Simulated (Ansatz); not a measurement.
Relative energies of SnHClOF isomers

2 of its isomers, all doublets with charge 0: A = `[O][SnH]([F])[Cl]`; B = `[OH][Sn]([F])[Cl]`.

Shapes, held fixed at every level: PBE0-D4/def2-TZVP. Flexible molecules stand in one conformer, not always the lowest. Programs: Ansatz 0.2.0.

A:

```xyz
5

O     0.9886    1.2576    1.1054
Sn   -0.0379    0.0843   -0.1007
F     1.2279   -0.9233   -1.1032
Cl   -1.1087   -1.4539    1.2162
H    -1.0201    0.9617   -1.1592
```

B:

```xyz
5

O    -0.6005    0.5036   -1.1795
Sn    0.3628   -0.7170    0.0133
F     1.5380    0.4545    0.9908
Cl   -1.1775   -1.5983    1.5218
H    -0.0729    1.2834   -1.3878
```

Electronic energies in kJ/mol, without zero-point or thermal terms.

**Question.** From chemical knowledge, estimate the order of stability.

**Answer.** B < A in rising energy, over a span of 204 kJ/mol, by CCSD(T)/def2-TZVPP. All levels agree on that. The B − A difference spans -265.8 to -126.8 kJ/mol over the levels. Open shells run unrestricted. For atoms past krypton def2 sets carry core potentials with scalar relativity. Outer-core shells of Sn are correlated, in sets that cover them unevenly.

| level | kind | B − A |
| --- | --- | --- |
| HF/def2-SVP | Hartree–Fock | -126.8 |
| SPW92/def2-TZVPP | LDA | -265.8 |
| PBE-D4/def2-TZVPP | GGA | -234.2 |
| r2SCAN-D4/def2-TZVPP | meta-GGA | -215.7 |
| CCSD(T)/def2-SVP | coupled cluster or CI | -189.9 |
| CCSD/def2-TZVPP | coupled cluster or CI | -196.2 |
| CCSD(T)/def2-TZVPP | coupled cluster or CI | -203.6 |

Moving hydrogen from tin to oxygen is strongly downhill, by 203.6 kJ/mol at CCSD(T)/def2-TZVPP. The main reason is bond strength: a polarised Sn–H bond gives way to a much stronger O–H bond, while the Sn–F and Sn–Cl bonds are kept. The Sn–O distance is nearly the same in both isomers and fits a single bond, which suggests that A is an oxyl radical rather than a species with a Sn=O double bond. In B the unpaired electron probably sits mainly on tin, in an s-rich hybrid, as the pyramidal shape implies. The shift thus also relieves an electron-deficient oxygen and places the radical site on the more electropositive atom.

In the same small basis, Hartree–Fock gives a much smaller preference for B than CCSD(T), probably because completing the oxygen octet adds electron pairs in a compact valence shell, where correlation is large. The preference for B is secure, but it doesn't establish how readily A would rearrange, since that depends on the barrier to hydrogen migration.
